**Problem: hydrogen transfer from silane to a triplet sulfur atom**

One hydrogen of a rigid SiH₄ moves towards a sulfur atom along the Si···S line. The scan distance r is the Si–H length, and every column is counted from its own value at 1.485 Å. R and U mark spin-restricted and unrestricted references, BCCD uses Brueckner orbitals, and (T), (Q) are perturbative triples and quadruples. RCCSDT(Q) is the yardstick, so a "gap" is a difference from it within one small basis.

Ansatz 0.2.0; charge 0 e, spin multiplicity 3, basis cc-pVDZ, scan transfer, pair space electrons 4, pair space orbitals 4.

```tsv
scan distance (Å)	UCCSD(T), energy from the start of the scan (kJ/mol)	RCCSDT(Q), energy from the start of the scan (kJ/mol)	RCCSD, energy from the start of the scan (kJ/mol)	RMP2, energy from the start of the scan (kJ/mol)	PBE0, energy from the start of the scan (kJ/mol)	BCCD(T), energy from the start of the scan (kJ/mol)
1.381	9.60	9.70	9.20	9.10	15.00	9.60
1.485	0.00	0.00	0.00	0.00	0.00	0.00
1.603	11.60	11.40	12.40	12.70	4.00	11.60
1.720	35.00	34.50	36.80	38.00	18.40	35.00
1.838	59.40	58.40	62.60	64.70	33.50	59.30
1.956	73.60	72.20	78.20	76.20	40.80	73.40
2.074	71.30	70.10	76.00	73.90	36.90	71.20
2.192	58.00	57.10	61.50	59.10	26.30	57.90
2.310	48.80	48.20	51.30	47.70	21.50	48.70
```

**(a) Why does the energy pass through a hump, and how high is it?**

*Solution.* Two bonding patterns compete, Si–H···S with energy V₁ and Si···H–S with energy V₂. As r grows, V₁ climbs and V₂ falls, and a coupling b mixes them most strongly where they cross. The S–H distance is taken as s = 3.69 Å − r, which assumes that Si···S keeps its first-row value.

V₁ = D₁[1 − exp(−a₁(r − r₁))]², V₂ = Δ + D₂[1 − exp(−a₂(s − s₂))]²

E = (V₁ + V₂)/2 − √[(V₁ − V₂)²/4 + b²]

With rough recalled Morse values (D₁ = 390, D₂ = 360 kJ/mol, a₁ = 1.5, a₂ = 1.8 Å⁻¹), least squares on all RCCSDT(Q) rows gives r₁ = 1.467 Å, s₂ = 1.379 Å, Δ = b = 57 kJ/mol. At r = 1.956 Å, a row that was part of the fit:

V₁ = 390[1 − exp(−1.5 × 0.489)]² = 105, V₂ = 57 + 360[1 − exp(−1.8 × 0.355)]² = 137

E = 121 − √(16² + 57²) = 62, against −11 by the same steps at 1.485 Å

The rise is 73 kJ/mol, and the table has 72.2, about a third less than stretching Si–H alone would cost. The rms misfit of 1.2 kJ/mol is well above the rounding, and the worst row is the compressed one at 1.381 Å. Four constants that trade against each other were fitted to eight points, so they carry no physical meaning. The model's usable content is qualitative: lowering V₂, as a stronger new bond would, moves the crossing earlier and lowers the top.

The scan itself also adds to the height. With Si···S held at 3.69 Å, both bonds are long at the top, 1.956 Å for Si–H and 1.73 Å for S–H. Letting the heavy atoms approach would shorten both, and is expected to lower the hump.

**(b) How much do excitations beyond doubles matter, and where?**

*Solution.* The RCCSD gap grows steadily to 6.0 kJ/mol at 1.956 Å and falls to 3.1 at the last row. Theory argues why: where the two patterns are close in energy, excited configurations lie low, so triples lower the energy more. The numbers show the peak at the hump but do not single out mixing as its cause. One-constant least-squares proportionality to the energy fits the gap as well (rms 0.57 kJ/mol) as a two-constant fit to the mixing weights of (a) (0.64), and both miss by more than the rounding.

The column also hides a cancellation. In the total energies of the same calculation, RCCSD is already 13.2 kJ/mol above RCCSDT(Q) at 1.381 Å. Adding the change of the gap between the rows gives 13.2 + 0.5 + 6.0 = 19.7 at the top, half as large again. Only the growth of the error shows in the curve.

**(c) Is (T) enough?**

*Solution.* It removes about four fifths of the gap. A least-squares ratio over all rows makes the UCCSD(T) gap 0.22 and the BCCD(T) gap 0.19 of the RCCSD gap, with no row off by more than 0.1 kJ/mol, the rounding of a difference. The two columns differ by at most 0.2 kJ/mol and are not to be ranked. A steady fraction through the hump is how a well-behaved perturbative correction looks, whereas a breakdown would make the fraction change where the patterns mix.

The totals at 1.381 Å give nearly the same fraction, 0.21, from one restricted reference. Of the remaining 2.8 kJ/mol, 2.3 comes from full triples and 0.5 from (Q). That split, like the clean spin and small singles amplitudes found there, holds for that row only.

**(d) Is the PBE0 deficit an error of the barrier?**

*Solution.* Only in part. PBE0 is 31.4 kJ/mol low at 1.956 Å, lowest relative to RCCSDT(Q) one row later, and still 26.7 low at the end. Seen from the end, the drop from the top is 19.3 against 24.0 kJ/mol, a far smaller discrepancy.

The deficit also starts before the patterns mix strongly. The gap is +5.3 kJ/mol at 1.381 Å and −7.4 at 1.603 Å, a tilt that moves the three-point parabolic well from 1.488 to 1.523 Å. The fits of (b) fail here, with rms misfits of several kJ/mol. Delocalisation error, which favours density shared between fragments, is known to lower hydrogen-transfer barriers in hybrid functionals. It is untested here, and the different basis needs of a functional and of coupled cluster are not separated from it.

**(e) RMP2 is closer than RCCSD at the top. Is it the better method?**

*Solution.* No, the agreement follows a jump. RMP2 minus RCCSD rises smoothly to +2.1 kJ/mol at 1.838 Å and then steps to −2.0, more than three times any other step. One row before the top, RMP2 has the larger gap, 6.3 against 4.2. A change of the restricted open-shell determinant between these rows is a guess that would fit, since second-order theory inherits its orbitals while coupled-cluster singles largely repair them.

**(f) Which digits of 72.2 kJ/mol can be trusted?**

*Solution.* As a difference between levels at the same row, the tenths are meaningful. As the height of this curve, the units digit already moves: a parabola through the top row and its neighbours peaks near 2.00 Å at 73.3 kJ/mol. That shift of 1.1 is about as large as the (T) gap. As a barrier, even the leading digit is unsettled, because the zero row is a close pair and not separated reactants, relaxing the rigid SiH₃ frame and the Si···S distance lowers the top, and basis size, zero-point motion and spin-orbit coupling on sulfur all enter. The last row is likewise no reaction energy.

At 1.381 Å the PBE0 levels indicate that the unpaired sulfur electrons sit in one orbital along the axis and one across it, the arrangement suited to accepting hydrogen. Two orbitals across the axis would have equal energies in this threefold frame, but the two lowest empty minority-spin levels differ by 0.12 eV. The orbital symmetries alone would allow either arrangement. Whether every level has that determinant, and keeps it between 1.838 and 1.956 Å, is the open question.
